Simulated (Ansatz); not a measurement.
**A van 't Hoff estimate for BH(SH)2 + C3H7O ⇌ B(SH)2 + C3H8O**

Species: BH(SH)2, singlet; C3H7O `[CH2]COC`, doublet; B(SH)2, doublet; C3H8O (methoxyethane) `CCOC`, singlet. A radical takes H: the energy is the difference in strength between the B–H bond broken and the C–H bond made.

The electronic reaction energy at CCSD(T)/CBS estimate is -2.9 kJ/mol. Shapes: PBE0-D4/def2-TZVP. Flexible molecules stand in one conformer, not always the lowest. Programs: Ansatz 0.2.0. Enthalpy and entropy come from rigid-rotor, harmonic-oscillator sums on unscaled PBE0-D4/def2-TZVP wavenumbers, ideal gases at 1 bar; R ln 2 is added for the mirror twin of the chiral shape of C3H7O. Symmetry numbers: BH(SH)2 1, C3H7O 1, B(SH)2 2, C3H8O 1. R = 8.3145 J/(mol K).

```
T (K)  ΔH (kJ/mol)  ΔS (J/(mol K))
  500         +5.7           -26.9
  700            ?               ?
  900         +3.0           -31.0
```

Work out ln K at 500 and 900 K, and from these estimate it at 700 K.


1. 500 K: ΔG = +5.7 − 500 × (-26.9)/1000 = +19.1 kJ/mol; ln K = −ΔG/RT = -4.59.
2. 900 K: ΔG = +3.0 − 900 × (-31.0)/1000 = +30.9 kJ/mol; ln K = −ΔG/RT = -4.13.
3. Slope against 1000/T: (-4.13 − (-4.59))/(1.1111 − 2.0000) = -0.52, that is −ΔH/R with ΔH near +4 kJ/mol.
4. 700 K: ln K = -4.59 + (-0.52) × (1.4286 − 2.0000) = -4.29.

The full sums give ΔH = +4.2 kJ/mol, ΔS = -29.5 J/(mol K), ΔG = +24.8 kJ/mol and ln K = -4.26 at 700 K, so the line is off by -0.03 in ln K; without rounding the miss is -0.03, from the change of ΔH with temperature. The reactants are favoured over this whole range. An error of 10 kJ/mol in the energy moves ln K by 1.7 at 700 K. Soft modes are treated as harmonic, which can err either way at these temperatures; the lowest are those of BH(SH)2 (237 cm⁻¹), C3H7O (76 cm⁻¹), B(SH)2 (206 cm⁻¹), C3H8O (116 cm⁻¹). Other conformers aren't counted. Open shells run unrestricted. The CBS estimate extrapolates MP2 from def2-TZVPP and def2-QZVPP and adds CCSD(T) − MP2 in the triple-zeta set, cores frozen.

The equilibrium lies with the reactants mainly because of entropy. Electronically the two bonds are almost equally strong: the carbon radical is a primary alkyl centre, one carbon away from the position where oxygen could stabilise it, so it forms a strong C–H bond. Vibrational energy then turns the slightly favourable electronic energy into a positive ΔH, probably because the new C–H bond has stiffer stretching and bending modes than the B–H bond it replaces. The entropy loss comes partly from the twofold symmetry of B(SH)2 and the loss of the radical's mirror twin, and probably also from stiffer soft modes in the ether. ln K rises with temperature even as ΔG grows more positive, since its slope follows the sign of ΔH, not that of ΔS. The side of the equilibrium is therefore more secure than its temperature trend: an energy error of 10 kJ/mol would not bring ln K to zero at 700 K, but could reverse the sign of ΔH and with it the slope.
